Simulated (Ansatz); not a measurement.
# A series in volume per atom on AgS

All results are calculated (Ansatz 0.2.0). Density functional energy, stress (positive in compression), forces and moments (in spheres) of a cell at fixed atoms, energy at zero smearing over the elements' standard states in the same functional; plane waves with PAW datasets, Gamma-centred k mesh.

Cell of the first row (space group Fm-3m, No. 225):
```
AgS
1.0
      0.0000     2.5313     2.5313
      2.5313     0.0000     2.5313
      2.5313     2.5313     0.0000
Ag S
1 1
Direct
  0.00000 0.00000 0.00000
  0.50000 0.50000 0.50000
```

Settings of every row: functional PBE; dispersion none; spin none; wave cutoff 420 eV; k mesh 18x18x18; occupations gaussian; smearing width 0.1 eV.

Limits: no spin polarisation, a magnetic state may lie lower; the cell comes from a prototype or a list of computed structures and needn't be the stable phase.

```csv
row,volume per atom (Å³),pressure (GPa),energy over elements (eV/atom)
1,16.218,14.81,0.16
2,16.771,10.04,0.1174
3,17.324,6.06,0.0899
4,17.877,2.75,0.0749
5,18.983,?,?
6,19.536,-4.19,0.0859
7,20.273,-6.22,0.1101
```

Question: what pressure and energy over elements should row 5 give?

Worked fit of pressure. Take u = (V_r/V)^(2/3) − 1 with V_r = 17.601 Å³ an atom, which is twice the finite (Eulerian) strain; such expansions in the strain, on which the Birch-Murnaghan equation of state is built, carry the rest volume and the bulk modulus. The shown rows have u = 0.05607, 0.03273, 0.01063, -0.01032, -0.06717, -0.08992. Least squares give pressure = 4.327 + 157.81 × u + 493.4 × u² + 475 × u³ GPa; a parabola predicts inner rows, each left out in turn, worse (root mean square 0.054 against 0.0033 GPa). All shown rows lie on it to the printed digit. The pressure vanishes at u = -0.0302, or V = 18.43 Å³ an atom, and there the bulk modulus at fixed shape and fractions is B = −V dP/dV = (2/3)(1 + u) dP/du = 83.6 GPa. The withheld row has u = -0.04914, so the fit gives 4.327 + 157.81 × (-0.04914) + 493.4 × (-0.04914)² + 475 × (-0.04914)³ = -2.29 GPa.

The calculation gave -2.29 GPa. The fit meets it to the printed digit.

Worked fit of energy over elements. Take u = (V_r/V)^(2/3) − 1 with V_r = 17.601 Å³ an atom, which is twice the finite (Eulerian) strain; such expansions in the strain, on which the Birch-Murnaghan equation of state is built, carry the rest volume and the bulk modulus. The shown rows have u = 0.05607, 0.03273, 0.01063, -0.01032, -0.06717, -0.08992. Least squares give energy over elements = 0.08097 + 0.7092 × u + 12.108 × u² + 6.87 × u³ eV/atom; a parabola predicts inner rows, each left out in turn, worse (root mean square 0.00078 against 5.5e-05 eV/atom). All shown rows lie on it to the printed digit. Its lowest point lies at u = -0.0301, or V = 18.43 Å³ an atom, and the curvature there gives the bulk modulus at fixed shape and fractions, B = (4/9)(1 + u)² E″(u)/V = 83.5 GPa. The withheld row has u = -0.04914, so the fit gives 0.08097 + 0.7092 × (-0.04914) + 12.108 × (-0.04914)² + 6.87 × (-0.04914)³ = 0.0745 eV/atom.

The calculation gave 0.0745 eV/atom. The fit meets it to the printed digit.
